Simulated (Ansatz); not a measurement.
SnTe: the change of pressure with volume scale

Results calculated with Ansatz 0.2.0, not measured. Periodic Kohn-Sham DFT of a crystal at fixed atoms, scaled to volume_scale times the given cell; pressure positive in compression, energy less spherical unpolarised free atoms, largest_vzz the field gradient of largest size among the nuclei.

The cell before it is scaled or strained (space group Fm-3m, No. 225):
```
CELL_PARAMETERS angstrom
0.00000 3.15650 3.15650
3.15650 0.00000 3.15650
3.15650 3.15650 0.00000
ATOMIC_POSITIONS crystal
Sn 0.00000 0.00000 0.00000
Te 0.50000 0.50000 0.50000
```

Settings of every row: method all-electron PAW; functional LDA; relativity scalar; k mesh 11x11x11; filling fermi-dirac; smearing width 0.08 eV; nucleus gaussian.

Atom start moment: 0 on all atoms.

Limits: no spin-orbit coupling on heavy atoms; small gap, it may come from the mesh.

```csv
row,volume scale,V (Å³/atom),pressure (GPa)
1,0.94,29.563,1.335
2,0.95,29.877,0.754
3,0.96,30.192,0.204
4,0.98,30.821,-0.806
5,0.99,31.135,?
6,1,31.45,-1.708
7,1.01,31.764,-2.122
8,1.02,32.079,-2.514
9,1.04,32.708,-3.235
10,1.05,33.022,-3.565
11,1.06,33.337,-3.878
```

Question: what pressure should row 5 give?

Worked fit of pressure. Take u = (V_r/V)^(2/3) − 1 with V_r = 31.607 Å³ an atom, which is twice the finite (Eulerian) strain; such expansions in the strain, on which the Birch-Murnaghan equation of state is built, carry the rest volume and the bulk modulus. The shown rows have u = 0.04558, 0.03824, 0.03101, 0.01693, 0.00333, -0.0033, -0.00983, -0.02257, -0.02877, -0.0349. Least squares give pressure = −1.918 + 62.461 × u + 186.88 × u² + 187 × u³ GPa; a parabola predicts inner rows, each left out in turn, worse (root mean square 0.0024 against 0.00024 GPa). All shown rows lie on it to the printed digit. The pressure vanishes at u = 0.0283, or V = 30.31 Å³ an atom, and there the bulk modulus at fixed shape and fractions is B = −V dP/dV = (2/3)(1 + u) dP/du = 50.4 GPa. The withheld row has u = 0.01008, so the fit gives −1.918 + 62.461 × (0.01008) + 186.88 × (0.01008)² + 187 × (0.01008)³ = -1.269 GPa.

The calculation gave -1.269 GPa. The fit meets it to the printed digit.
